**Q:** I take litharge, the tetragonal form of lead oxide, and squeeze it until about an eighth of its volume is gone. An oxide is held together by metal–oxygen bonds, so surely those bonds are what I am shortening?

**A:** That is the natural first guess, and it can be put to the test. In the calculation below only the volume was imposed. The shape of the cell and the positions of the atoms were then free to settle, within the tetragonal symmetry.

Ansatz 0.2.0, PBE with D3(BJ) dispersion, scalar-relativistic PAW, no spin polarization: tetragonal PbO (P4/nmm, 4 atoms per cell), cell shape and atoms relaxed at each fixed volume (force tolerance 0.01 eV/Å). Plane-wave cutoff 420 eV, 8×8×6 k mesh, Gaussian smearing 0.02 eV. Energies are relative to the elements in their standard forms, in the same functional.

```
volume (relaxed cell) (Å³/atom)  c/a (relaxed cell)  shortest distance (relaxed cell) (Å)  energy over elements (eV/atom)  pressure (GPa)
                         17.880              1.1161                                 2.320                          -1.086           4.440
                         18.489              1.1481                                 2.326                          -1.099           2.920
                         19.098              1.1786                                 2.331                          -1.108           1.690
                         19.708              1.2092                                 2.336                          -1.112           0.750
                         20.927              1.2646                                 2.345                          -1.112          -0.600
                         21.537              1.3006                                 2.347                          -1.110          -0.930
                         22.350              1.3397                                 2.351                          -1.104          -1.320
```

The volume is counted per atom, and c/a is the height of the cell divided by the edge of its square base. The shortest distance is the Pb–O bond. A positive pressure means that the crystal has to be held in, a negative one that it has to be held open.

**Q:** What would the table look like if my guess were right?

**A:** If every length in the crystal shrank or grew by the same factor, the bond would follow the cube root of the volume. Between the smallest and the largest cell it would then grow by 7.7 %. It grows by 1.3 %. The ratio c/a would also stay constant, whereas it climbs from 1.116 to 1.340. So the bonds take only a small part of the strain, and the crystal deforms mainly in one direction.

**Q:** A bond can keep its length while its angles change. Could the structure simply fold, like an accordion?

**A:** It is a fair idea, because litharge is built of layers that could do just that. Each layer has a flat square net of oxygen in the middle, with lead atoms alternately above and below it. Every lead atom sits on four oxygens like the tip of a low pyramid. If the bonds kept their length and only the angles gave way, a layer pulled wider would have to become flatter.

The geometry lets us check this. Four atoms fill the cell, so its volume is 4V, with V the volume per atom, and the base edge a follows from a³ = 4V/(c/a). Seen from above, lead and oxygen are a/2 apart. By Pythagoras, a lead atom therefore stands at a height √(d² − a²/4) over the oxygen net, where d is the bond length, and the layer is twice as thick as that.

From the smallest to the largest cell, a grows from 4.00 to 4.06 Å. With bonds of fixed length, that widening would thin the layer by about 0.09 Å. Instead the layer ends up about 0.03 Å thicker. It swells a little in both directions, which is the opposite of folding.

**Q:** Then where has the volume gone?

**A:** Into the space between the layers. Take the height of the cell, subtract the thickness of one layer, and what remains is the distance between the lead planes that face each other. It grows from 2.12 Å in the smallest cell to 3.06 Å in the largest, by 44 %. This space supplies 85 % of the whole change in volume. Most of the rest comes from the slightly wider base, and very little from the thickness of the layers.

**Q:** Can I turn that into something I can work out on paper?

**A:** Yes. Treat the layers as rigid plates. Their base then never changes, all the volume goes into the height, and c/a is simply proportional to the volume. Start from the row at 19.708 Å³/atom, where c/a is 1.2092, and predict the smallest cell:

c/a ≈ 1.2092 × 17.880 / 19.708 = 1.097

The full calculation gives 1.116. That value played no part in the estimate, which uses only the starting row and the ratio of the volumes. The plates overstate the fall in c/a by about a fifth, because real layers do give way a little sideways.

**Q:** How far can I trust that sideways part?

**A:** Less than the main result. The shape of the cell had not settled completely: in most rows the stress along a still differs from that along c by about 0.1 GPa. In the compressed cells the base is still pressed too hard and would like to widen. In the stretched cells it is still pulled too hard and would like to shrink. Complete relaxation should therefore make the base vary less, and bring the crystal closer to the picture of rigid plates.

**Q:** Why should the layers be so stiff and the space between them so soft?

**A:** Within a layer, lead and oxygen are joined by short, strong bonds, partly ionic and partly covalent. To change the base or the thickness of the layer, one has to stretch these bonds or bend the angles between them, and both cost a good deal of energy. Between the layers there are no such bonds. Lead faces lead there, and divalent lead carries a lone pair of outer electrons that points largely into this space.

Two such surfaces attract each other weakly, through dispersion forces and the electrostatics of their charge clouds. They repel when the clouds begin to overlap. This account of the forces is standard chemistry, not something the table separates. What the numbers do show is the outcome: under load, the contact between the layers yields far more than the bonds do.

**Q:** My press tells me that the material gets harder to squeeze as I go on. Is that the bonds coming into play at last?

**A:** The hardening is in the calculation too. The bulk modulus, which is the pressure needed per relative change in volume, is about 45 GPa between the two smallest cells and only about 11 GPa between the two largest. But the bonds are not needed to explain it. The contact between the layers stiffens by itself.

To see this, compare the stress along c in the same calculations with the distance between the facing lead planes. Between the two smallest cells, the stress rises at a rate of about 12 GPa per ångström of closing. Between the two largest, the rate is less than 2 GPa per ångström. The stiffness of the contact thus changes about sevenfold, and it falls at every step as the layers move apart.

**Q:** How do you get from the stiffness of a contact to the modulus of the whole crystal?

**A:** With rigid plates, the relative change in volume equals the change in the space divided by the height of the cell. The bulk modulus is then the stiffness of the contact times that height. For the two smallest cells this gives 12.2 GPa/Å × 4.5 Å ≈ 55 GPa, somewhat above the 45 GPa found, again because real layers yield a little. The height itself varies by only about a fifth over the table, and it is larger in the softer cells. The hardening must therefore come from the contact.

**Q:** An ordinary spring has one stiffness. Why does this one change so much?

**A:** In the usual picture, it is the balance of two forces that reach differently far. The repulsion comes from overlapping electron clouds and rises very steeply as the layers approach. The attraction reaches further and changes more gently. Near 20.4 Å³/atom, where a straight line between the neighbouring rows puts zero pressure, the two cancel.

Push the layers together from there, and each further step adds more repulsion than the last. Pull them apart, and the repulsion falls off faster than the attraction. The net pull still grows over the range of the table, but more and more slowly as the space widens. A contact of this kind is stiff on one side of its resting point and soft on the other.

**Q:** Do the numbers prefer that picture to a plain spring?

**A:** Clearly. I fitted both laws to the stress along c in all seven rows by least squares. A spring of constant stiffness is off by about 0.5 GPa on average. A Morse-type law, with a short-ranged repulsion and an attraction of twice the range, is off by about 0.01 GPa. It has one adjustable constant more, but the falling stiffness was visible before any fit. I would not read its constants as properties of lead or of the dispersion force, since other smooth curves whose stiffness falls in the same way might do as well. Nor does the fit prove that two forces are at work. It shows that the curve has the shape they would give.

**Q:** Could I reach the smallest cell in a real press?

**A:** Perhaps not in this form. The calculation held the crystal tetragonal, and there the smallest cell needs 4.4 GPa. Real litharge is known to change to an orthorhombic structure at roughly 1 GPa. The compressed rows tell you how the tetragonal layers respond if they are kept that way, not which structure wins.

**Q:** What should I take from this when I meet another layered solid?

**A:** Ask first which contacts lack strong bonds, because these are likely to take up most of the change in volume. Then watch the lattice edge that crosses them, not the bond length. In litharge the bond would barely tell you that anything had happened. And don't carry a single bulk modulus through a wide range of volume: where a weak contact does the yielding, the modulus measured at rest is too low for strong compression and too high for a stretched crystal.

**Q:** Is there a part of the explanation you could not defend yet?

**A:** The origin of the pull. The calculation includes a correction for dispersion, and it is well known that this density functional binds layers of this kind poorly without one. But the curve contains the sum of all forces, and a good fit to a sum does not tell its parts. Repeating the seven cells at the same geometries, with the correction switched off, would show how much of the pull the correction supplies. What is left would still be a sum, of electrostatics, repulsion and any weak bonding between the lead atoms.
